Phosphorus is taken here in its rhombohedral layered form, not as the black phosphorus that is stable at ambient conditions. Each atom has three short bonds within a puckered sheet and three longer contacts to the next sheet. The crystal is stretched or shortened along the stacking axis at fixed volume, so that a longer cell is also a narrower one. The atoms keep their fractional coordinates, which means that sheets and gaps are scaled together.

The axial ratio $x$ is the length of the cell along the axis divided by its width, relative to the starting cell. The energy change is counted from that cell, and a positive pressure means compression.

Phosphorus (R-3m, 2 atoms per cell, hexagonal a = 3.451 Å, c = 9.389 Å) strained along c at fixed volume and fractional coordinates, from a cell not relaxed at this level. Ansatz 0.2.0, PBEsol, plane-wave PAW, scalar-relativistic, no spin polarisation, 420 eV cutoff, 18×18×18 Γ-centred k mesh, 0.15 eV Gaussian smearing. Energies are free energies; pressure is positive in compression.

| axial ratio (over its starting value) | energy change (meV/atom) | pressure (GPa) |
| --- | --- | --- |
| 0.85 | 65.4 | -5.60 |
| 0.92 | 11.7 | -3.67 |
| 0.96 | 0.1 | -2.63 |
| 1 | 0.0 | -1.73 |
| 1.05 | 8.8 | -0.66 |
| 1.1 | 23.1 | 0.30 |
| 1.2 | 66.7 | 1.53 |

**(a) The pressure passes through zero between 1.05 and 1.1. Why is the energy not lowest there?**

*Solution.* The pressure in the table is the mean of three stresses: two equal lateral ones, $P_{xx}$, and an axial one, $P_{zz}$. This mean tells whether the crystal would gain by changing its volume, but the path holds the volume fixed. The energy along the path must therefore depend on something else.

At fixed volume the axial length grows as $x^{2/3}$ and each lateral length shrinks as $x^{-1/3}$. A small change $d\ln x$ thus strains the axis by $\tfrac23\,d\ln x$ and each lateral direction by $-\tfrac13\,d\ln x$. Adding up the work done against the stresses, with $V$ the volume of an atom, gives

$$\frac{dE}{d\ln x}=\frac{2}{3}\,V\,(P_{xx}-P_{zz}).$$

The energy is stationary where lateral and axial stress are equal, whatever their mean. The stresses of the same calculation become equal near $x=0.98$ by interpolation, while the pressure vanishes only near 1.08.

The step from 0.85 to 0.92 shows the relation at work. The stress difference $P_{xx}-P_{zz}$ goes from −13.92 to −6.15 GPa, with a mean of −10.04 GPa. With $V=16.14$ Å³ and 1 eV/Å³ = 160.2 GPa, the energy step is

$$\Delta E\approx\frac23\cdot\frac{16.14}{160.2}\cdot(-10.04)\cdot\ln\frac{0.92}{0.85}\ \text{eV}\approx-53\ \text{meV per atom}.$$

The table gives 11.7 − 65.4 = −53.7 meV. The printed output applies this estimate, which has no adjustable constant, to all six steps. It is furthest off in the widest one, from 1.1 to 1.2, where it gives 45 meV instead of 43.6. Since stresses and energies come from the same runs, the agreement shows that they are consistent; it does not identify the chemical forces behind them.

The row at 1.1 shows how much the mean can leave out. Its pressure is only 0.3 GPa, yet the crystal is squeezed laterally by 2.2 GPa and pulled along the axis by 3.5 GPa. A mean stress near zero can hide two large stresses of opposite sign.

**(b) The volume never changes. Why does the pressure rise from row to row?**

*Solution.* A cubic crystal makes a useful comparison. If simple cubic phosphorus were stretched slightly along its body diagonal at fixed volume, symmetry would make each lateral stress rise by half of what the axial stress loses. As there are two lateral directions, the mean would stay put to first order. A pressure that responds strongly to a mere change of shape is therefore a sign that the directions are not equivalent.

In the layered crystal the balance is very different. Between 0.96 and 1, each 1 % of axial ratio raises the lateral stress by 0.49 GPa and lowers the axial stress by 0.32 GPa. The lateral response is about three times what the cubic rule would allow for that axial loss. Over the whole scan the lateral stresses add 10.0 GPa to the pressure and the axial stress takes away 2.9 GPa, which leaves the rise of 7.1 GPa.

The layered structure offers a reason for this imbalance. Narrowing the cell acts on a continuous covalent network, whereas lengthening it acts partly on the weaker contacts between sheets. The short bonds shrink only from 2.34 to 2.27 Å, because each sheet grows thicker as it becomes narrower, but covalent bonds are stiff, so even this small change can add much to the lateral stress. The bond angle closes as well, from 102° to 91°, and atoms of the same sheet are pushed towards one another. Up to the starting cell the lateral stress is a tension, which narrowing relieves; from 1.05 on, narrowing builds up compression. Stiff bonds and angles are the expected source of both parts of the rise, although the calculation does not divide the stress among bonds, angles and contacts.

The same reasoning applies to other layered crystals. The more the stiffness within the sheets exceeds that across them, the more the pressure rises when the cell is lengthened at fixed volume.

**(c) Lowering the axial ratio by 4 % from its starting value costs almost nothing, but raising it by 5 % costs 8.8 meV per atom. Is the crystal softer against shortening?**

*Solution.* It is the other way round, and the starting cell causes the false impression. That cell was not relaxed with this functional, and its axial tension exceeds its lateral tension. It therefore gains at first by becoming shorter. The rows at 0.96 and 1 lie on either side of the minimum, almost level with each other. Their difference of 0.1 meV changes sign when the energies are extrapolated to zero smearing, so their order has no meaning.

Measured from the minimum, the asymmetry is reversed. The row at 0.85 lies 14 % below it and the row at 1.2 lies 22 % above it, yet they cost nearly the same, 65 and 67 meV. The stresses show why. On the short side the stress difference changes by about 1.0 GPa for each 1 % of axial ratio, but beyond the starting cell by only 0.4 to 0.5 GPa.

Up to 1.1, more than half of this softening comes from the axial stress, which almost levels off beyond the starting cell; in the last step the lateral stress has the larger share. The lateral part fits the clamped geometry: the short bonds shrink by 0.04 Å up to the starting cell, but by only 0.02 Å beyond it. A possible reason for the levelling of the axial stress is the contact between sheets, which widens from 2.76 Å in the shortest cell to 2.93 Å in the longest. Repulsion between filled orbitals, among them the lone pairs that face the gap, rises steeply as sheets approach and fades quickly as they part. Pushing the sheets together would then meet more resistance than pulling them apart. This picture is only rough. No row has a band gap on the k mesh, so the sheets are not simply closed shells, and the axial response stays almost constant below 0.96 instead of growing further. Just beyond the starting cell this response drops to about a third while the contact widens by less than 0.03 Å, which is abrupt for a repulsion that fades smoothly. Towards 1.2 it grows again, although the contact keeps widening. Changes in the occupied bands may therefore play a part, but the bands were not examined.

Two limits bear on this asymmetry. The functional has no explicit long-range dispersion, which matters most for the pull between sheets. The atoms are also held in place: the force on each is 0.33 eV/Å in the starting cell, nearly vanishes at 1.1 and has reversed by 1.2. Letting them relax would lower the energies by unequal amounts, so both the position of the minimum and the degree of asymmetry belong to the clamped crystal.

Output of the analysis:

```
Stresses and energy steps from the row above:
   row  lateral stress GPa  axial stress GPa  lateral less axial GPa  energy step meV/atom  step from stresses meV/atom
  0.85              -10.24             3.676                  -13.92                   n/a                          n/a
  0.92              -5.716            0.4373                  -6.153                 -53.7                       -53.34
  0.96              -3.264            -1.364                    -1.9                 -11.6                       -11.51
   1.0              -1.247            -2.685                   1.438                  -0.1                       -0.633
  1.05              0.6099            -3.185                   3.795                   8.8                        8.574
   1.1               2.196            -3.483                   5.678                  14.3                         14.8
   1.2               4.806            -5.026                   9.832                  43.6                        45.32
Geometry of the clamped crystal:
   row  short bond A  interlayer contact A  bond angle degrees
  0.85         2.337                 2.762               102.4
  0.92         2.313                 2.785               100.2
  0.96         2.302                 2.801                98.9
   1.0         2.293                 2.819               97.62
  1.05         2.284                 2.844               96.02
   1.1         2.278                 2.871               94.41
   1.2         2.271                 2.931               91.29
Stress change per 1 % of axial ratio since the row above:
   row  lateral GPa  axial GPa  difference GPa
  0.92        0.572    -0.4093          0.9813
  0.96        0.576    -0.4233          0.9994
   1.0       0.4943    -0.3235          0.8178
  1.05       0.3805    -0.1025           0.483
   1.1       0.3409   -0.06396          0.4049
   1.2       0.2999    -0.1774          0.4773
Axial ratio where lateral and axial stress are equal (interpolated): 0.9828
Axial ratio where the pressure is zero (interpolated): 1.084
Row 0.85 relative to the interpolated minimum, %: -13.51
Row 1.2 relative to the interpolated minimum, %: 22.1
Largest miss of an energy step from stresses, meV/atom: 1.718
Pressure rise over the whole scan, GPa: 7.13
Part of that rise from the two lateral stresses, GPa: 10.03
Part of that rise from the axial stress, GPa: -2.901
Row 0.96 less row 1 at zero smearing, meV/atom: -0.1458
```
